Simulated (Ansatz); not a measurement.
## Rh₂O: energy above lowest point and pressure against volume per atom

All results are calculated (Ansatz 0.2.0 development build). Equation of state of a cubic crystal from periodic Kohn-Sham density functional theory without spin; pressure corrected for the finite basis.

Cell of the first row (space group Fm-3m, No. 225):
```
Rh2O
1.0
      0.0000     2.6335     2.6335
      2.6335     0.0000     2.6335
      2.6335     2.6335     0.0000
Rh O
2 1
Direct
  0.25000 0.25000 0.25000
  0.75000 0.75000 0.75000
  0.00000 0.00000 0.00000
```

Settings of every row: formula Rh2O; structure type antifluorite; functional PBE; spin treatment none; k mesh 18x18x18; occupation method fermi-dirac; occupation width 0.061225619 eV; wave cutoff 420 eV; datasets soft-1 PAW; density cutoff ratio 4.

Limits: a cubic model structure, not a phase known at ambient conditions.

```
row  volume per atom (Å³)  energy above lowest point (meV/atom)  pressure (GPa)
  1                12.177                                 31.06          13.447
  2                12.436                                     ?               ?
  3                12.695                                  3.34            4.06
  4                12.954                                     0           0.143
  5                13.213                                  2.65          -3.335
  6                13.472                                 10.58          -6.418
  7                13.731                                 23.21           -9.15
```

Question: what energy above lowest point and pressure should row 2 give?

Worked fit of energy above lowest point. Take u = (V_r/V)^(2/3) − 1 with V_r = 13.084 Å³ an atom, which is twice the finite (Eulerian) strain; such expansions in the strain, on which the Birch-Murnaghan equation of state is built, carry the rest volume and the bulk modulus. The shown rows have u = 0.04906, 0.02033, 0.00668, -0.00652, -0.01929, -0.03167. Least squares give energy above lowest point = 0.63 − 203.14 × u + 16367.8 × u² + 8478 × u³ meV/atom; a parabola predicts inner rows, each left out in turn, worse (root mean square 0.17 against 0.009 meV/atom). The rows lie off it by 0.00, 0.00, -0.01, 0.00, 0.00, 0.00. Its lowest point lies at u = 0.0062, or V = 12.96 Å³ an atom, and the curvature there gives the bulk modulus at fixed shape and fractions, B = (4/9)(1 + u)² E″(u)/V = 184 GPa. The withheld row has u = 0.03444, so the fit gives 0.63 − 203.14 × (0.03444) + 16367.8 × (0.03444)² + 8478 × (0.03444)³ = 13.39 meV/atom.

The calculation gave 13.41 meV/atom. The fit lies 0.02 meV/atom (0.064 % of the column's range) below it; its largest miss of a shown row is 0.01 meV/atom.

Worked fit of pressure. Take u = (V_r/V)^(2/3) − 1 with V_r = 13.084 Å³ an atom, which is twice the finite (Eulerian) strain; such expansions in the strain, on which the Birch-Murnaghan equation of state is built, carry the rest volume and the bulk modulus. The shown rows have u = 0.04906, 0.02033, 0.00668, -0.00652, -0.01929, -0.03167. Least squares give pressure = −1.6556 + 263.214 × u + 866.44 × u² + 878.6 × u³ GPa; a parabola predicts inner rows, each left out in turn, worse (root mean square 0.018 against 0.0026 GPa). The rows lie off it by 0.000, -0.001, 0.001, 0.000, -0.001, 0.000. The pressure vanishes at u = 0.0062, or V = 12.96 Å³ an atom, and there the bulk modulus at fixed shape and fractions is B = −V dP/dV = (2/3)(1 + u) dP/du = 184 GPa. The withheld row has u = 0.03444, so the fit gives −1.6556 + 263.214 × (0.03444) + 866.44 × (0.03444)² + 878.6 × (0.03444)³ = 8.473 GPa.

The calculation gave 8.474 GPa. The fit lies 0.001 GPa (0.0044 % of the column's range) below it, one unit of the last digit.
